## Suppression of $T_c$ in homogeneously disordered films

Anderson's theorem states that elastic scattering alone leaves $T_c$ of an s-wave superconductor unchanged, because time-reversed exact eigenstates pair as well as plane waves do. The theorem ignores the effect of disorder on the interaction. In a film, two electrons that diffuse meet again many times, and the Coulomb repulsion in the Cooper channel grows logarithmically toward low energy. The first-order shift of $T_c$ was found by Ovchinnikov (1973) and by Maekawa and Fukuyama (1982), and the sum of the leading logarithms by Finkel'stein (1987).

### Premises and conventions

Set $\hbar=k_B=1$ until the result. The film has area $\mathcal A$, thickness $d$, diffusion constant $D$, mean free path $l$, elastic time $\tau$, and density of states $\nu$ per spin and unit area. The Einstein relation gives the sheet resistance $R=1/(2e^2\nu D)$. Define

$$t=\frac{e^2R}{2\pi^2\hbar}=\frac{R}{81.09\ \mathrm{k}\Omega},\qquad a^2=\frac{1}{8\pi^2\hbar\nu D}=\frac t2 .$$

Fermionic Matsubara energies are $\varepsilon=\pi T(2n+1)$, bosonic ones $\Omega=2\pi Tm$, and $G_j(\varepsilon)=1/(i\varepsilon-\xi_j)$.

1. The film is homogeneous, time-reversal symmetric and metallic, $t\ll1$.
2. Motion is two-dimensional diffusion for $x\equiv Dq^2<1/\tau_*$, where $\tau_*$ is of the order of the larger of $\tau$ and $d^2/D$.
3. A local, instantaneous net attraction with dimensionless strength $\lambda_0$ acts at all energies below $1/\tau_*$. For $t\to0$ it gives $T_{c0}$, with $1/\lambda_0=L\equiv\ln(1/T_{c0}\tau_*)$. This equation fixes the numerical factor in $\tau_*$.
4. The long-range Coulomb interaction is screened in the random-phase approximation. The spin-triplet channel is dropped, as is proper when spin-orbit scattering is strong.
5. $L\gg1$. Terms $(tL^2)^n$ are kept, and terms smaller by $1/L$ or $tL$ are dropped.

### Step 1. Matrix elements between exact eigenstates

Let $|j\rangle$ be the eigenstates of the one-electron Hamiltonian with disorder. Diffusion means that, averaged over states near the Fermi energy and over disorder, $\langle j|e^{-i\mathbf{q\cdot r}(s)}e^{i\mathbf{q\cdot r}(0)}|j\rangle=e^{-x|s|}$ at time $s$. Inserting a complete set $|k\rangle$ turns the left side into $\nu\mathcal A\int d\omega\,\overline{|\langle k|e^{i\mathbf{q\cdot r}}|j\rangle|^2}\,e^{-i\omega s}$ with $\omega=\xi_k-\xi_j$. Fourier inversion gives

$$\overline{|\langle k|e^{i\mathbf{q\cdot r}}|j\rangle|^2}=\frac{w_x(\xi_k-\xi_j)}{\nu\mathcal A},\qquad w_x(\omega)=\frac1\pi\frac{x}{x^2+\omega^2}.\tag{1}$$

For time-reversed partners $\bar\jmath,\bar k$ one has $\langle\bar k|e^{-i\mathbf{q\cdot r}}|\bar\jmath\rangle=\langle k|e^{i\mathbf{q\cdot r}}|j\rangle^*$, so the amplitude for scattering the pair $(j\bar\jmath)$ into $(k\bar k)$ contains the same positive quantity. With spin-orbit scattering the weight in (1) is shared between the two members of a Kramers doublet, and sums over $k$ are unchanged. One integral is used repeatedly, for $b>0$ and $\sigma=\pm1$:

$$\int d\xi'\,\frac{w_x(\xi-\xi')}{i\sigma b-\xi'}=\frac{1}{i\sigma(b+x)-\xi}.\tag{2}$$

It follows by closing the contour in the half-plane free of the pole $i\sigma b$.

### Step 2. The screened interaction

The polarisation is $\Pi=(2/\mathcal A)\sum_{jk}|\langle k|e^{i\mathbf{q\cdot r}}|j\rangle|^2(n_j-n_k)/(\xi_k-\xi_j-i\Omega)$. At fixed $\omega$, $\int d\xi_j\,(n_j-n_k)=\omega$, and $w_x$ is even, so

$$\Pi=2\nu\int d\omega\,w_x(\omega)\frac{\omega^2}{\omega^2+\Omega^2}=2\nu\frac{x}{x+|\Omega|}.$$

The bare interaction in SI units is $V_0=e^2/(2\epsilon_0\epsilon q)$, with $\epsilon$ the relative permittivity of the surroundings. Then $V=1/(V_0^{-1}+\Pi)$, and $V_0^{-1}=2\nu q/\kappa$ with $\kappa=e^2\nu/\epsilon_0\epsilon=k_{TF}^2d/2\epsilon$, where $k_{TF}$ is the bulk Thomas-Fermi wave number. For $q\ll\kappa$ and not too small $x/|\Omega|$,

$$V=\frac{v}{2\nu},\qquad v=\frac{x+|\Omega|}{x}.\tag{3}$$

The charge has dropped out. Since $d^2q/(2\pi)^2=dx/(4\pi D)$,

$$\int\!\frac{d^2q}{(2\pi)^2}V\,(\dots)=\pi a^2\!\int\! dx\,v\,(\dots).\tag{4}$$

The pole of $v$ at $x\to0$ expresses the failure of screening for fast, long-wavelength fields. It is cut off only by $V_0^{-1}$ and produces the squared logarithm in the tunnelling density of states. Step 4 shows that it cancels from $T_c$.

### Step 3. First-order correction to the pair kernel

Decouple the Coulomb term by a real field, $i\phi\,\bar\psi\psi$, and the attraction by a pair field $\Delta$. With $\phi=\sum\phi_{\mathbf q\Omega}e^{i\mathbf{q\cdot r}-i\Omega\tau'}$ in imaginary time $\tau'$, the Gaussian weight gives $\langle|\phi_{\mathbf q\Omega}|^2\rangle=TV/\mathcal A$. The part of the free energy quadratic in $\Delta$ is $\nu|\Delta|^2/\lambda_0$ minus $\Delta^*GG\Delta$, with $G=G_0+G_0\,i\phi\,G_0+G_0\,i\phi\,G_0\,i\phi\,G_0+\dots$ For a uniform static $\Delta_0$ write

$$F/\mathcal A=\nu|\Delta_0|^2\,[1/\lambda_0-K_0-\delta K],\qquad K_0=T\sum_\varepsilon\!\int\!\frac{d\xi}{\varepsilon^2+\xi^2}=\pi T\sum_\varepsilon\frac1{|\varepsilon|}=\ln\frac1{T\tau_*}.$$

The bracket vanishes at $T_c$, so $\ln(T_c/T_{c0})=\delta K$. A uniform $\Delta_0$ couples $j$ only to $\bar\jmath$, hence all terms of order $\phi^2$ contain the squared matrix element (1). Averaging $V$ and the kernel separately over disorder is exact to first order in $t$. Put $\varepsilon'=\varepsilon+\Omega$ and

$$s=|\varepsilon|+|\varepsilon'|+x\ \ge\ |\Omega|+x .$$

*Vertex term.* One factor $i\phi$ on each electron line gives $i^2V=-V$ times $|G_j(\varepsilon)|^2|G_k(\varepsilon')|^2$. Since $|G(\varepsilon)|^2=(\pi/|\varepsilon|)\,w_{|\varepsilon|}(\xi)$ and widths of Lorentzians add under convolution,

$$\iint d\xi\,d\xi'\,|G(\varepsilon)|^2|G(\varepsilon')|^2w_x=\frac{\pi^2}{|\varepsilon\varepsilon'|}\,w_s(0)=\frac{\pi}{|\varepsilon||\varepsilon'|\,s}.$$

*Self-energy terms.* Both factors on one line give $-V\,G_j(\varepsilon)^2G_k(\varepsilon')G_j(-\varepsilon)$, and there are two lines. After (2), the $\xi$ integral for $\varepsilon>0$ is closed around the simple pole $-i\varepsilon$ if $\varepsilon'>0$ and around the double pole $i\varepsilon$ if $\varepsilon'<0$:

$$\int\! d\xi\,\frac{G(\varepsilon)^2G(-\varepsilon)}{i\,\mathrm{sgn}(\varepsilon')(|\varepsilon'|+x)-\xi}=-\frac{\pi\,\mathrm{sgn}(\varepsilon\varepsilon')}{2\varepsilon^2s}+\frac{\pi\,\theta(-\varepsilon\varepsilon')}{|\varepsilon|s^2}.$$

*Response of the pair field.* The term linear in $\phi$ couples $\Delta_0$ to the fluctuation $\delta\Delta_{\mathbf q\Omega}$. The product of Green functions is $|G_j(\varepsilon)|^2G_k(\varepsilon')$, whose integral is $-i\pi\,\mathrm{sgn}(\varepsilon')/(|\varepsilon|s)$. With the factor $i$ and two lines, the coupling is $-2\nu\Lambda\,(\phi_{\mathbf q\Omega}\Delta_0\,\delta\Delta^*_{\mathbf q\Omega}+\mathrm{c.c.})$, where

$$\Lambda=\pi T\sum_\varepsilon\frac{\mathrm{sgn}\,\varepsilon'}{|\varepsilon|\,s}.$$

The fluctuation costs $\nu Q|\delta\Delta|^2$ with $Q=1/\lambda_0-2\pi T\sum_{\varepsilon\varepsilon'>0}1/s$. To zeroth order in $t$, $1/\lambda_0=K_0$ at the transition, which gives, with the digamma function $\psi$,

$$Q=\pi T\sum_\varepsilon\Big[\frac1{|\varepsilon|}-\frac{2\theta(\varepsilon\varepsilon')}{s}\Big]=\psi\Big(\frac12+\frac{|\Omega|+x}{4\pi T}\Big)-\psi\Big(\frac12\Big).$$

Completing the square in $\delta\Delta$ lowers $F/\mathcal A$ by $4\nu\Lambda^2|\phi|^2|\Delta_0|^2/Q$. Collecting the three pieces with (4),

$$\delta K=-a^2\,\pi T\sum_\Omega\int_0^{1/\tau_*}\!dx\;v\,B,\tag{5}$$

$$B=\pi T\sum_\varepsilon\Big[\frac1{|\varepsilon||\varepsilon'|s}-\frac{\mathrm{sgn}(\varepsilon\varepsilon')}{\varepsilon^2s}+\frac{2\theta(-\varepsilon\varepsilon')}{|\varepsilon|s^2}\Big]-\frac{4\Lambda^2}{Q}.\tag{6}$$

At $\Omega=0$ the first two terms cancel, the third is absent and $\Lambda=0$. A static potential does nothing, which is Anderson's theorem.

### Step 4. Cancellation of the long-range part

A spatially uniform $\phi(\tau')$ is removed by $\psi\to\psi e^{-i\chi}$, $\Delta\to\Delta e^{-2i\chi}$ with $\partial_{\tau'}\chi=\phi$, and the local term $|\Delta|^2/\lambda_0$ is invariant. So $B$ must vanish at $x=0$. To verify this, take $\Omega>0$ and let $p>0$ run over positive Matsubara energies. The values $\varepsilon=p$ and $\varepsilon=-(p+\Omega)$ share $s_o=2p+\Omega+x$, and the values $\varepsilon=-p$ with $p<\Omega$ have $s_m=\Omega+x$.

At $x=0$ each term of $\Lambda$ equals $1/\Omega$ times the matching term of $Q$, for example $1/[p(2p+\Omega)]=\Omega^{-1}[1/p-2/(2p+\Omega)]$. Hence $\Lambda=Q/\Omega$ and the last term of (6) is $-4Q/\Omega^2$. In the bracket, the two outer values add to $-\Omega^2/[p^2(p+\Omega)^2s_o]$. The inner values give $1/(p^2\Omega)+4/(p\Omega^2)$ after use of $1/[p(\Omega-p)]=\Omega^{-1}[1/p+1/(\Omega-p)]$ and the symmetry $p\to\Omega-p$. Since $\sum_{p<\Omega}p^{-2}=\sum_p[p^{-2}-(p+\Omega)^{-2}]=\sum_p\Omega s_o/[p^2(p+\Omega)^2]$ and $s_o^2-\Omega^2=4p(p+\Omega)$, the bracket sums to

$$\sum_p\frac{4}{p(p+\Omega)s_o}+\sum_{p<\Omega}\frac4{p\,\Omega^2}.$$

The same grouping of $Q/\pi T$ gives $\sum_p[1/p+1/(p+\Omega)-4/s_o]+\sum_{p<\Omega}1/p$, and the first summand equals $\Omega^2/[p(p+\Omega)s_o]$. The bracket therefore yields $4Q/\Omega^2$, and $B(x=0)=0$ exactly. Because $x$ enters only through $s\ge|\Omega|+x$, $B$ is analytic in $x$ on the scale $|\Omega|$ and starts linearly. The product $vB$ is finite at $x\to0$, and $V_0^{-1}$ can be dropped altogether provided $\kappa$ exceeds the largest $q$ retained.

### Step 5. The cubic logarithm

For $\Omega\gg T$ the large parts of the sums are the $1/p$ terms at $p\ll\Omega$, with $\pi T\sum_{p<\Omega}1/p\simeq\ell/2$ and $\ell=\ln(\Omega/T)$. The vertex term has four such regions ($\varepsilon$ or $\varepsilon'$ small, either sign) and gives $2\ell/[\Omega(\Omega+x)]$. The second term gives $p^{-2}(1/s_m-1/s_o)\simeq2/[p(\Omega+x)^2]$, that is $\ell/(\Omega+x)^2$, and the third gives the same. Further, $\Lambda\simeq\ell/(\Omega+x)$, and $Q\simeq\ell$ for $x\lesssim\Omega$. Then

$$B\simeq\frac{2\ell}{\Omega+x}\Big[\frac1\Omega-\frac1{\Omega+x}\Big]=\frac{2\ell\,x}{\Omega(\Omega+x)^2},\qquad vB\simeq\frac{2\ell}{\Omega(\Omega+x)}.\tag{7}$$

For $x\gg\Omega$, $Q$ grows to $\ln(x/T)$, but this alters only terms in $1/x^2$, whose $x$ integral has no logarithm. The product $vB$ is what the vertex term alone gives with the *static* interaction $V=1/2\nu$. With $\pi T\sum_\Omega\to\int d\Omega$ over $\Omega>0$ and $\int dx/(\Omega+x)=\ln(1/\Omega\tau_*)=L-\ell$,

$$\frac{\delta T_c}{T_{c0}}=-2a^2\!\int_0^L\!\ell\,(L-\ell)\,d\ell=-\frac{a^2L^3}{3}=-\frac t6L^3 .\tag{8}$$

One of the terms left out can be read off (6). For $x\gg\Omega$ the second term leaves $-2\pi T\sum_{p>\Omega}1/(p^2x)\simeq-1/(\Omega x)$, which adds $+a^2L^2/2=tL^2/4$ to $\delta K$. It is smaller than (8) by $3/(2L)$.

### Step 6. Summing the leading logarithms

By (7), the leading effect is a static pair-scattering amplitude between exact eigenstates. From (1) and (4), in units of $1/\nu\mathcal A$ and with repulsion positive,

$$\lambda(\omega)=-\lambda_0+a^2\!\int_0^{1/\tau_*}\!\frac{x\,dx}{x^2+\omega^2}=-\lambda_0+a^2\ln\frac1{|\omega|\tau_*}.$$

In the Cooper ladder each Coulomb rung brings $a^2$ with one logarithm and the adjoining pair propagator brings a second, so the ladder generates the series $(a^2L^2)^n$. The gauge argument of Step 4 holds in every order. Self-energy insertions and disorder averages that link different rungs carry $a^2$ with a single logarithm and are dropped under premise 5. The ladder diverges where the linear gap equation has a solution:

$$\Delta(\xi)=-\int d\xi'\,\lambda(\xi-\xi')\,\frac{\tanh(\xi'/2T)}{2\xi'}\,\Delta(\xi').$$

Let $\zeta=\ln(1/|\xi|\tau_*)$ and $\zeta_c=\ln(1/T_c\tau_*)$. The measure becomes $d\zeta'$ on $0<\zeta'<\zeta_c$. To logarithmic accuracy $|\xi-\xi'|$ is the larger of $|\xi|,|\xi'|$, and the integrable singularity at $\xi=\xi'$ contributes no large logarithm:

$$\Delta(\zeta)=\int_0^{\zeta_c}\!d\zeta'\,[\lambda_0-a^2\min(\zeta,\zeta')]\,\Delta(\zeta').\tag{9}$$

Define $\Phi(\zeta)=\int_\zeta^{\zeta_c}\Delta\,d\zeta'$. Differentiating (9) gives $\Delta'=-a^2\Phi$, and $\Phi'=-\Delta$, so $\Delta''=a^2\Delta$ with $\Delta'(\zeta_c)=0$. The solution is $\Delta=\cosh a(\zeta_c-\zeta)$, $\Phi=a^{-1}\sinh a(\zeta_c-\zeta)$. At $\zeta=0$, (9) reads $\Delta(0)=\lambda_0\Phi(0)$, or

$$\tanh(a\zeta_c)=a/\lambda_0=aL .\tag{10}$$

Using $\mathrm{artanh}\,y=\tfrac12\ln[(1+y)/(1-y)]$, $2a=\sqrt{2t}$ and restoring units,

$$\boxed{\frac{k_BT_c\tau_*}{\hbar}=\left[\frac{1-L\sqrt{t/2}}{1+L\sqrt{t/2}}\right]^{1/\sqrt{2t}},\qquad L=\ln\frac{\hbar}{k_BT_{c0}\tau_*}}\tag{11}$$

The same content has a renormalisation-group form. The running amplitude $\lambda(\zeta)=-\Delta/\Phi$ starts at $-\lambda_0$ and obeys $d\lambda/d\zeta=a^2-\lambda^2$. The term $-\lambda^2$ is the Cooper logarithm and $a^2=t/2$ is the repulsion fed in per unit logarithm of energy. An attraction with $\lambda_0>a$ runs to $-\infty$ at $\zeta_c$. For $\lambda_0<a$ the flow ends at the repulsive fixed point $+a$.

Expanding (10), $\zeta_c=L+a^2L^3/3+a^4L^5/5+\dots$, so $\ln(T_c/T_{c0})=-tL^3/6-t^2L^5/20-\dots$, in accord with (8). The transition temperature vanishes at $aL=1$:

$$t_c=\frac2{L^2},\qquad R_c=\frac{4\pi^2\hbar}{e^2L^2},\qquad g_c=\frac{h}{e^2R_c}=\frac{L^2}{2\pi},$$

and near this point $k_BT_c\tau_*/\hbar\simeq[(R_c-R)/4R_c]^{L/2}$. Since $t_c\ll1$ for large $L$, pairing is destroyed while the film is still a metal on the scale of $\tau_*$.

### Range of validity

*Logarithmic accuracy.* A factor $c$ in $\tau_*$ changes $L^3$ by the fraction $3\ln c/L$. The term $tL^2/4$ is of the same order. Finkel'stein's published formula retains it by replacing $1/L$ with $1/L+t/4$ inside the bracket of (11), which is no more accurate unless $\tau_*$ is known to a numerical factor.

*Constant $t$.* The singlet interaction correction raises $R$ by the fraction $t\zeta$, and interference corrections are of the same order, with opposite sign under strong spin-orbit scattering. At $R_c$ the parameter $tL$ is $2/L$, and as $\zeta_c\to\infty$ the drift of $t$ is unbounded. The tail of (11) at $R\to R_c$ is therefore not controlled.

*Thickness.* For $d>l$, wave vectors $1/d<q<1/l$ diffuse in three dimensions. The integral $d\int d^3q/[(2\pi)^3Dq^2]$ up to $q\sim1/l$, measured in the unit $1/4\pi D$, adds about $2d/\pi l$ to the logarithm in $\lambda(\omega)$. This can equal or exceed the logarithm, but it does not depend on energy, and $a^2d/l\propto\rho/l$ with $\rho=Rd$ does not depend on thickness. It is absorbed in $\lambda_0$, so $T_{c0}$ is that of a thick film of the same disordered material. If $\rho$ itself varies along a series of films, $T_{c0}$ varies too. In addition $\tau_*$ depends on $d$.

*Retardation.* Phonon attraction acts only below the Debye energy $\omega_D$, contrary to premise 3. If the net amplitude is zero above $\omega_D$, the zeroth-order gap is constant for $\zeta>\zeta_D=\ln(1/\omega_D\tau_*)$ and zero otherwise. The double integral of $\min(\zeta,\zeta')$ that gave $L^3/3$ then runs over $\zeta_D<\zeta,\zeta'<L$ and gives $\zeta_D\ell_D^2+\ell_D^3/3$ with $\ell_D=\ln(\omega_D/T_{c0})$. A short-range repulsion above $\omega_D$ reverses the sign of the gap there and lowers the result further. Strong electron-phonon coupling is also outside the model. In practice $L$ is an effective parameter.

*Mean field and homogeneity.* Equation (11) locates the mean-field instability. Pair fluctuations and vortex unbinding smear and lower the resistive transition by a fraction of order $t$ up to logarithms. Near $R_c$, $T_c$ is so sensitive to local conductance that spatial fluctuations of the gap become strong. Granular films, where phase fluctuations between grains control the transition, are excluded. With weak spin-orbit scattering the triplet channel adds to $a^2$. Within these limits the formula is applied alike to amorphous metals and to thin TiN and NbN films.

### Illustration: amorphous Pb

Quench-condensed Pb on a thin Ge or Sb underlayer is homogeneous, and its large atomic number supports premise 4. Assume the typical thick-film value $T_{c0}=7.0$ K and an assumed $L=6.0$. This implies $\hbar/k_B\tau_*=T_{c0}e^{L}=2.8\times10^3$ K, or $0.24$ eV, and $\tau_*=2.7$ fs. The model's end point is $R_c=4.5\ \mathrm{k}\Omega$, $g_c=5.7$. From (10), $\ln(T_{c0}/T_c)=a^{-1}\mathrm{artanh}(aL)-L$.

| $R$ (k$\Omega$) | $t$ | $aL$ | $tL^3/6$ | $\ln(T_{c0}/T_c)$ | $T_c$ (K) |
|---|---|---|---|---|---|
| 0.5 | 0.00617 | 0.333 | 0.222 | 0.238 | 5.5 |
| 1.0 | 0.0123 | 0.471 | 0.444 | 0.514 | 4.2 |
| 2.0 | 0.0247 | 0.666 | 0.888 | 1.24 | 2.0 |
| 3.0 | 0.0370 | 0.816 | 1.33 | 2.42 | 0.62 |
| 4.0 | 0.0493 | 0.942 | 1.78 | 5.19 | 0.04 |

The entries are values of the formula, and the neglected terms are sizeable. At $1\ \mathrm{k}\Omega$, lengthening or shortening $\tau_*$ by a factor 2 changes $L^3$ by roughly $3\ln2/L=0.35$ of itself and moves $T_c$ to $5.0$ K or $3.3$ K, with $R_c=5.8$ or $3.6\ \mathrm{k}\Omega$. The term $tL^2/4=0.11$ is $0.25$ of the cubic one, and the replacement $1/L\to1/L+t/4$ gives $4.8$ K. The drift parameter $tL$ is $0.074$ at $1\ \mathrm{k}\Omega$ and $0.33$ at $R_c$.

Retardation is the largest of these effects. The Debye temperature of fcc Pb, 105 K (compiled value, Wikipedia), may stand in for the phonon scale of the amorphous film, which it does not describe exactly. Then $\ell_D=2.71$, $\zeta_D=3.29$ and $\zeta_D\ell_D^2+\ell_D^3/3=31$, against $L^3/3=72$. For the same $\tau_*$ the first-order suppression falls to $0.43$ of (8), so a value of $L$ adjusted to a $T_c(R)$ curve does not determine $\tau_*$.

The value $L=6.0$ was chosen to reproduce the typical behaviour of such films, a $T_c$ of roughly 4 K near $1\ \mathrm{k}\Omega$, so that row tests nothing. As typical knowledge and not as a measurement, superconductivity in these films survives to resistances between about $h/4e^2=6.45\ \mathrm{k}\Omega$ and $10\ \mathrm{k}\Omega$, so the model's $R_c$ is low by a factor of roughly 1.5 to 2, in the region where constant $t$ and mean-field theory have already failed.